**Question**

The table gives static-field Dirac partial-wave results for 100 eV electrons on the neutral atoms of groups 5 and 6.

Integrated elastic and transport cross sections for 100 eV electrons on free neutral atoms of groups 5 and 6, calculated with Radial Dirac-Fock and Kohn-Sham solver 3. The calculations use Dirac partial waves in the static field of the Dirac-Fock density with Furness-McCarthy exchange, and include no polarisation or absorption.

| species | Z | elastic cross section (bohr²) | first transport cross section (bohr²) | second transport cross section (bohr²) | backward hemisphere share (%) |
| --- | --- | --- | --- | --- | --- |
| V | 23 | 22.81 | 10.45 | 10.17 | 23.68 |
| Nb | 41 | 35.77 | 8.945 | 14.03 | 5.683 |
| Ta | 73 | 39.62 | 4.916 | 9.563 | 2.632 |
| Cr | 24 | 17.83 | 9.334 | 9.372 | 28.19 |
| Mo | 42 | 33.83 | 9.147 | 14.07 | 6.268 |
| W | 74 | 39.28 | 5.268 | 10.44 | 2.752 |

Let $\sigma$ be the elastic cross section, $\sigma_1=\int(1-\cos\theta)\,d\sigma$ the first transport cross section, $\sigma_2$ the second, and $B$ the cross section into the backward hemisphere, $\sigma$ times the backward share. In atomic units the wave number is $k=2.711$ bohr⁻¹.

(a) How does the angular distribution change down each group?

(b) Decide from the table whether $\sigma_2$ can carry the weight $\sin^2\theta$ or needs $1-P_2(\cos\theta)$, and account for its course down the groups.

(c) Say whether the first Born approximation applies. Estimate $\sigma_1/\sigma$ for Ta from a model with random phase shifts and interpret the result.

(d) How far can a screened field that depends on $Z$ alone account for the table, and which step does it leave unexplained?

(e) What should happen in neighbouring series?

**Model answer**

**(a)** Since $\sigma_1=\sigma(1-\langle\cos\theta\rangle)$, the mean cosine is $1-\sigma_1/\sigma$. It runs 0.54, 0.75, 0.88 for V, Nb, Ta and 0.48, 0.73, 0.87 for Cr, Mo, W. In both groups $\sigma$ rises and $\sigma_1$ falls at each step, so the heavier atom scatters more electrons but deflects them less. The falling backward share is not only the effect of a growing total, because $B$ itself drops from 5.40 to 2.03 to 1.04 bohr² in group 5, and by similar factors in group 6.

**(b)** For forward angles $\sin^2\theta=(1-\cos\theta)(1+\cos\theta)\le 2(1-\cos\theta)$. For backward angles $\sin^2\theta\le 1\le 1-\cos\theta$, hence $\sin^2\theta\le 2(1-\cos\theta)-1$. A plain $\sin^2\theta$ weight therefore requires $\sigma_2\le 2\sigma_1-B$. For Ta the bound is $2(4.916)-1.04=8.79$ bohr², below the tabulated 9.563, and W breaks it too. The weight $1-P_2=\tfrac32\sin^2\theta$ is consistent with every row.

With this weight $\sigma_2/\sigma_1$ is the average of $\tfrac32(1+\cos\theta)$ over the scattering that makes up $\sigma_1$. It is 1 for isotropic scattering and tends to 3 for small angles. The table gives $10.17/10.45=0.97$ for V, $14.03/8.945=1.57$ for Nb and $9.563/4.916=1.95$ for Ta. The maximum of $\sigma_2$ in the 4d row is thus the product of a rising and a falling factor. From V to Nb the ratio gains much and $\sigma_1$ loses only 14% of its value; from Nb to Ta the ratio gains less and $\sigma_1$ loses 45%.

Two bounds locate the angles. Backward scattering adds at most $\tfrac32B$ to $\sigma_2$, so the forward part for Nb is at least 10.98 bohr², more than the whole $\sigma_2$ of V or Ta; Mo stands in the same relation to Cr and W. Backward scattering adds between $B$ and $2B$ to $\sigma_1$, so the forward part is at least 4.88 bohr² for Nb and at most 3.87 bohr² for Ta, although Ta scatters more into that hemisphere. The numbers therefore show two changes: from 3d to 4d, backward scattering shrinks while off-axis scattering in the forward hemisphere grows, and from 4d to 5d the forward scattering gathers at smaller angles.

**(c)** The Born approximation needs $Z/k\ll1$ for an electron that enters the core, and here $Z/k$ runs from 8.5 to 27.3. Evaluated in a Molière screened field, it gives $\sigma$ too large by factors from 8.3 (V) to 21.0 (W) relative to the table. It makes $\sigma_1$ and $B$ grow down the groups, and lowers the mean cosine from 0.74 to 0.64 in group 5, because the screening length shrinks as $Z^{-1/3}$. These directions are all wrong.

Partial waves give the reason. Without spin-orbit splitting, which the Dirac calculation contains and which matters most for Ta and W,

$$\sigma=\frac{4\pi}{k^2}\sum_l(2l+1)\sin^2\delta_l,\qquad \sigma_1=\frac{4\pi}{k^2}\sum_l(l+1)\sin^2(\delta_l-\delta_{l+1}),$$

where $\delta_l$ is the phase shift and $4\pi/k^2=1.710$ bohr². Each term is capped however strong the field. The total then counts the waves that feel the atom strongly, a number set by its size and not by $Z^2$. The transport sum depends only on differences of neighbouring phases modulo $\pi$. The same differences govern backscattering: at 180° $P_l=(-1)^l$, so neighbouring waves with the same $e^{2i\delta}$ largely cancel there and add in the forward direction.

The simpler system to compare is an opaque reflecting sphere at short wavelength. Its shadow gives a forward diffraction peak with half the cross section, and it reflects the other half isotropically, so $\sigma_1/\sigma=\sigma_2/\sigma=\tfrac12$ and the backward share is 25%. In wave language, $N$ waves ($l=0,\dots,N-1$) have unrelated phases, and each $\sin^2$ averages to $\tfrac12$:

$$\sigma=\frac{4\pi}{k^2}\frac{N^2}{2},\qquad \sigma_1=\frac{4\pi}{k^2}\frac{N(N+1)}{4},\qquad \frac{\sigma_1}{\sigma}=\frac{N+1}{2N}.$$

For Ta, $\sigma$ is $39.62/1.710=23.2$ units, so $N=\sqrt{46.4}=6.8$, which corresponds to a radius $N/k=2.5$ bohr. Here $N$ is fixed by the row's own $\sigma$, and $\sigma_1$ is the prediction: $\sigma_1/\sigma=7.8/13.6=0.57$, against 0.124 in the table.

Since $N$ is taken from $\sigma$, the size of $\sigma$ is no test of the analogy; $N$ between 4.6 and 6.8 over all rows only shows that the implied radius is plausible. The analogy holds roughly for the shape in the 3d row, where V has ratios 0.46 and 0.45 and a share of 23.68%. It fails for the four heavier atoms. An atom is a transparent attractive well with a soft edge, and its phases are related. For Ta the total needs at least five waves, since $N$ waves give at most $N^2$ units and $16<23.2$, yet the transport sum is only 2.88 units. Within the spinless formulas, most neighbouring phases of the contributing waves must then lie close to each other modulo $\pi$.

**(d)** The test is a non-relativistic partial-wave solution in the Molière field, a three-exponential form of Thomas-Fermi screening, with the same local exchange term and no fitted constant. It removes the Born excess. For the four heavier atoms $\sigma$ lies within 6% of the table, while V is high by a factor 1.27 and Cr by 1.62. Waves above $l=6$ carry at most 5% of the model's $\sigma$, in line with the count in (c). The model also gives the 3d to 4d drop of $B$ (−46% against −62% for V to Nb) and the rise of $\sigma_2$ (+41% against +38%).

For that step its phases illustrate the mechanism. The term $3\sin^2(\delta_2-\delta_3)$ is 2.94 for V, near its cap of 3, and 0.04 for Nb, while the largest mismatch moves out to the pair $l=3,4$. With the d and f waves in step, the backward cancellation improves, and the remaining mismatch keeps $\sigma_1$ from falling far. These are phases of the model field, not of the Dirac-Fock one.

The model fails for the 5d row, where $\sigma_1$ is 2.2 times the table and $\sigma_2$ keeps rising from 4d to 5d. One common factor on the screening length was then scanned from 0.70 to 1.30 in steps of 0.05, minimising the squared logarithm of model over table for all four columns and all six rows. The best value, 0.9, gives $\sigma_1=10.5$, 8.8, 6.1 bohr² for V, Nb, Ta, and root-mean-square logarithmic errors of 0.10 to 0.22. At 1.1 the trend reverses: $\sigma$ falls down the group and $\sigma_1$ of Ta reaches 16.1 bohr². Interference of a few waves can thus produce the trend, but its direction depends on the field at the 10% level. Whether the factor stands in for shell structure or for relativity is untested, and it has no meaning of its own.

The unexplained step is V to Cr, where $\sigma$ drops by 21.8% of the V value. The model gives −0.4% unscaled and changes of a few per cent at scales 0.9 and 1.1. Its unscaled agreement for Nb to Mo (−5.1% against −5.4%) is no firm success, since that step almost vanishes at scale 0.9. The table shows where the loss lies. Of $22.81-17.83=4.98$ bohr², only $5.40-5.03=0.37$ is backward, and $\sigma_1$ loses 1.12 bohr², so the net loss is mainly at small angles. The higher backward share of Cr comes from its smaller total and not from more backscattering. Its low $\sigma_1$ also goes with the nearly flat step from Cr to Mo (−2.0%). A likely cause, which remains a guess, is the configuration. Among the usual ground states, V to Cr ($d^3s^2$ to $d^5s^1$) is the one step across that loses a diffuse outer s electron, which would shorten the tail of the field that deflects the higher-$l$ waves. It presumes that those configurations underlie the densities.

**(e)** Adjacent groups at 100 eV should resemble their neighbours in the same row, with $\sigma$ of some tens of bohr², as long as the outer s occupation is kept. If the guess about Cr is right, Mn ($d^5s^2$) should lie nearer to V than Cr does. At several keV, $Z/k$ is smaller and many more waves contribute, so the interference washes out and $\sigma_1$ should rise with $Z$ as in screened Rutherford scattering. Positrons meet a repulsive static field and no exchange. They penetrate little, so the picture of a soft repelling sphere should serve better and the variation with $Z$ should be smoother.

**Remarks on the reasoning**

Parts (a) and (b) follow from the tabulated values by definitions and inequalities alone. The inequalities hold for any scattering model, but the values do not. The cap on each wave and the role of phase differences in (c) are theory. An answer that claims a stronger field always aligns the phases goes too far, as the reversal at scale 1.1 shows, and the fall of $\sigma_1$ should not be extended to a further row.

A share must be multiplied by the total before it is compared between atoms, as Cr shows. The 0.9% difference in $\sigma$ between Ta and W deserves no cause: the model changes its sign between scales 1.0 and 0.9.

The static-field model is poor below about 200 eV, and this applies to every row. Leaving out polarisation loses small-angle scattering, which affects $\sigma$ most and so bears on the mean cosines and on the V to Cr step. Leaving out absorption generally overstates elastic scattering at large angles, which bears on $B$ and $\sigma_1$. Given the sensitivity found in (d), the trend is a property of this calculation, and whether real atoms follow it in size and direction is not shown here.
